**Decoding the broadened absorption spectrum of Al₈H₁₁O₁₇⁺**

The table holds the molar absorptivity from 4.6 to 6.0 eV of the gas-phase cation, from five Tamm-Dancoff B3LYP/6-31G(d) singlets broadened by Gaussians of 0.25 eV half-width at 1/e height. The program derives the excitation energies from oscillator strengths and transition dipoles, sums the five lines, and scores every ordering of five hidden values against that sum. One Gaussian fixed by the rows at 5.0 and 5.2 eV is centred at 5.24 eV and reproduces the tail, while an exponential edge overshoots at 5.1 eV. The line sum matches each row within propagated rounding, and an extra state with 11 % of the strength of S5 would remove the downturn at 6.0 eV. The states lie about 0.6 eV below their leading orbital gaps, and a 1/d model and a constant shift fit that lowering equally well.

Calculated values. PySCF 2.14.0, Tamm-Dancoff B3LYP/6-31G(d) with screened density-fitted response, for gas-phase singlet Al₈H₁₁O₁₇⁺ at its GFN2-xTB geometry; core orbitals frozen and virtual orbital cutoff 1.5 Eh in the response. The spectrum sums five singlet excitations, each a Gaussian of 0.25 eV half-width at 1/e height with area set by oscillator strength.

## Numerical check

```python
# Table: molar absorptivity vs photon energy of Al8H11O17(+), PySCF TDA-B3LYP/6-31G(d), 5 singlets, Gaussians of 0.25 eV.
# Tested: one-Gaussian vs exponential onset, five-state sum, assignment of hidden rows, truncation, gap minus excitation.
T = {
    'photon_energy': [4.6, 4.7, 4.8, 4.9, 5.0, 5.1, 5.2, 5.3, 5.4, 5.5, 5.6, 5.7, 5.8, 5.9, 6.0],  # eV
    'molar_absorptivity': [0.0, 10.0, 30.0, 100.0, 250.0, 460.0, 620.0, 620.0, 520.0, 530.0, 830.0, 1460.0, 2180.0, 2640.0, 2600.0],  # L/(mol cm)
}
import numpy as np, itertools
from scipy import constants as c
E = np.array(T['photon_energy'], float); y = np.array(T['molar_absorptivity'], float)
s = 0.25; hid = [2, 3, 5, 11, 12]; Eh = c.physical_constants['Hartree energy in eV'][0]
# further outputs of the same run: f, transition dipoles (au), hole-electron distance (A), orbital energies and IP (eV)
f = np.array([0.00967, 0.00173, 0.01327, 0.01972, 0.01734])
mu = np.array([[-0.0979, -0.0939, -0.2386], [-0.0113, -0.0704, 0.0864], [0.2298, -0.1298, 0.1524],
               [0.0608, -0.1623, -0.3255], [0.322, 0.0261, 0.1064]])
d = np.array([3.26, 4.22, 3.41, 3.62, 4.06])
occ = np.array([-10.0432, -10.3534, -10.6176, -10.7144, -10.8592]); lumo, lumo1, ip = -4.1422, -3.2264, 11.96277
K = 10*c.N_A*c.e*c.h/(4*c.epsilon_0*c.m_e*c.c*np.log(10))/(s*np.sqrt(np.pi))
m2 = (mu**2).sum(1); En = 1.5*f/m2*Eh
dE = En*(5e-6/f + 2*np.abs(mu).sum(1)*5e-5/m2)
gap = lumo - occ; sh = gap - En; coul = c.e/(4*np.pi*c.epsilon_0*1e-10)/d
print(f"peak height per unit f: {K:.0f} L/(mol cm); table rounding +-5")
print("state: E=1.5f/|mu|^2 (+-rounding), peak, leading orbital gap, gap-E, 0.2*e2/d (eV)")
for i in range(5):
    print(f"S{i+1}: {En[i]:.3f} +-{dE[i]:.3f}  {K*f[i]:5.0f}  {gap[i]:.3f}  {sh[i]:.3f}  {0.2*coul[i]:.3f}")
G = K*f*np.exp(-((E[:, None]-En)/s)**2); mod = G.sum(1); res = y-mod
tol = 5 + (G*2*np.abs(E[:, None]-En)/s**2*dE + G*5e-6/f).sum(1)
print("eV, table, sum, table-sum, rounding allowance | S1..S5 parts, L/(mol cm); * hidden")
for i in range(len(E)):
    print(f"{E[i]:.1f}{'*' if i in hid else ' '} {y[i]:5.0f} {mod[i]:5.0f} {res[i]:+4.0f} {tol[i]:3.0f} | " + " ".join(f"{g:4.0f}" for g in G[i]))
w = np.argmax(np.abs(res))
print(f"worst row {E[w]:.1f} eV: {res[w]:+.0f} ({100*res[w]/y[w]:+.1f} %); rows outside allowance: {int((np.abs(res) > tol).sum())}")
lr = np.log(y[6]/y[4]); E0 = (E[4]+E[6])/2 + lr*s**2/(2*(E[6]-E[4])); A = y[4]*np.exp(((E[4]-E0)/s)**2)
print(f"one Gaussian from {E[4]:.1f} and {E[6]:.1f} eV: ln ratio {lr:.3f}, centre {E0:.3f} eV, height {A:.0f}, f {A/K:.4f}")
k = np.log(y[4]/y[1])/(E[4]-E[1])
print(f"exponential edge from {E[1]:.1f} and {E[4]:.1f} eV: slope {k:.1f} per eV")
g1 = A*np.exp(-((E-E0)/s)**2)
for i in hid[:3]:
    print(f"  {E[i]:.1f} eV: table {y[i]:.0f}, Gaussian {g1[i]:.0f}, exponential {y[4]*np.exp(k*(E[i]-E[4])):.0f}")
print("step ratios 4.8>4.9>5.0>5.1>5.2 table: " + " ".join(f"{y[i+1]/y[i]:.2f}" for i in range(2, 6))
      + "; Gaussian: " + " ".join(f"{g1[i+1]/g1[i]:.2f}" for i in range(2, 6)))
sc = sorted((np.sqrt(np.mean((y[list(p)]-mod[hid])**2)), p) for p in itertools.permutations(hid))
print("orderings of hidden values on " + " ".join(f"{E[i]:.1f}" for i in hid) + " eV, rms against the sum:")
for r, p in sc[:2]:
    print("  " + " ".join(f"{y[i]:.0f}" for i in p) + f": rms {r:.0f}")
p = [2, 3, 5, 12, 11]
print(f"  two largest swapped: rms {np.sqrt(np.mean((y[p]-mod[hid])**2)):.0f}; their difference {y[12]-y[11]:.0f}")
f6 = (y[13]-y[14])/((G[14, 4]-G[13, 4])/f[4])
print(f"drop 5.9 to 6.0 eV: {y[13]-y[14]:.0f}; erased by an extra state at the S5 energy with f = {f6:.4f} ({100*f6/f[4]:.0f} % of S5)")
print("a copy of S5 would add, 5.6..6.0 eV (%): " + " ".join(f"{100*G[i, 4]/y[i]:.1f}" for i in range(10, 15)))
a = (sh*coul).sum()/(coul**2).sum(); ra = sh-a*coul; rc = sh-sh.mean()
print(f"gap-E = a*e2/d: a {a:.3f}, rms {np.sqrt(np.mean(ra**2)):.3f} eV, residuals " + " ".join(f"{x:+.3f}" for x in ra))
print(f"gap-E = constant {sh.mean():.3f} eV: rms {np.sqrt(np.mean(rc**2)):.3f} eV, residuals " + " ".join(f"{x:+.3f}" for x in rc))
print(f"HOMO to LUMO+1 gap {lumo1-occ[0]:.3f} eV, minus mean shift {lumo1-occ[0]-sh.mean():.2f} eV (guess for a sixth state)")
print(f"vertical IP minus (-HOMO): {ip+occ[0]:.2f} eV; sum of f {f.sum():.4f}; S2-S1 {En[1]-En[0]:.2f}, S3-S1 {En[2]-En[0]:.2f} eV")
assert list(sc[0][1]) == hid
assert np.all(np.diff(En) > 0) and np.abs(res).max() < 50
assert abs(E0-En[0]) < 0.03
assert np.all(sh > 0) and np.all(sh < 0.2*coul)
```

Printed output:

```
peak height per unit f: 64784 L/(mol cm); table rounding +-5
state: E=1.5f/|mu|^2 (+-rounding), peak, leading orbital gap, gap-E, 0.2*e2/d (eV)
S1: 5.240 +-0.006    626  5.901  0.661  0.883
S2: 5.627 +-0.024    112  6.211  0.584  0.682
S3: 5.832 +-0.005    860  6.475  0.644  0.845
S4: 5.919 +-0.004   1278  6.572  0.653  0.796
S5: 6.118 +-0.004   1123  6.717  0.599  0.709
eV, table, sum, table-sum, rounding allowance | S1..S5 parts, L/(mol cm); * hidden
4.6      0     1   -1   5 |    1    0    0    0    0
4.7     10     6   +4   6 |    6    0    0    0    0
4.8*    30    28   +2   7 |   28    0    0    0    0
4.9*   100    99   +1  11 |   99    0    0    0    0
5.0    250   250   -0  16 |  250    0    0    0    0
5.1*   460   460   -0  17 |  459    1    0    0    0
5.2    620   619   +1  12 |  611    6    1    0    0
5.3    620   623   -3  18 |  591   20    9    3    0
5.4    520   525   -5  30 |  415   49   44   17    0
5.5    530   526   +4  37 |  212   87  148   77    2
5.6    830   820  +10  39 |   78  111  365  251   15
5.7*  1460  1438  +22  48 |   21  103  652  593   69
5.8*  2180  2161  +19  45 |    4   69  846 1019  223
5.9   2640  2628  +12  41 |    1   34  798 1270  525
6.0   2600  2607   -7  51 |    0   12  546 1150  899
worst row 5.7 eV: +22 (+1.5 %); rows outside allowance: 0
one Gaussian from 5.0 and 5.2 eV: ln ratio 0.908, centre 5.242 eV, height 638, f 0.0098
exponential edge from 4.7 and 5.0 eV: slope 10.7 per eV
  4.8 eV: table 30, Gaussian 28, exponential 29
  4.9 eV: table 100, Gaussian 98, exponential 85
  5.1 eV: table 460, Gaussian 462, exponential 731
step ratios 4.8>4.9>5.0>5.1>5.2 table: 3.33 2.50 1.84 1.35; Gaussian: 3.50 2.54 1.85 1.34
orderings of hidden values on 4.8 4.9 5.1 5.7 5.8 eV, rms against the sum:
  30 100 460 1460 2180: rms 13
  100 30 460 1460 2180: rms 46
  two largest swapped: rms 457; their difference 720
drop 5.9 to 6.0 eV: 40; erased by an extra state at the S5 energy with f = 0.0019 (11 % of S5)
a copy of S5 would add, 5.6..6.0 eV (%): 1.8 4.7 10.2 19.9 34.6
gap-E = a*e2/d: a 0.160, rms 0.034 eV, residuals -0.044 +0.039 -0.030 +0.018 +0.033
gap-E = constant 0.628 eV: rms 0.031 eV, residuals +0.033 -0.044 +0.016 +0.025 -0.029
HOMO to LUMO+1 gap 6.817 eV, minus mean shift 6.19 eV (guess for a sixth state)
vertical IP minus (-HOMO): 1.92 eV; sum of f 0.0617; S2-S1 0.39, S3-S1 0.59 eV
```
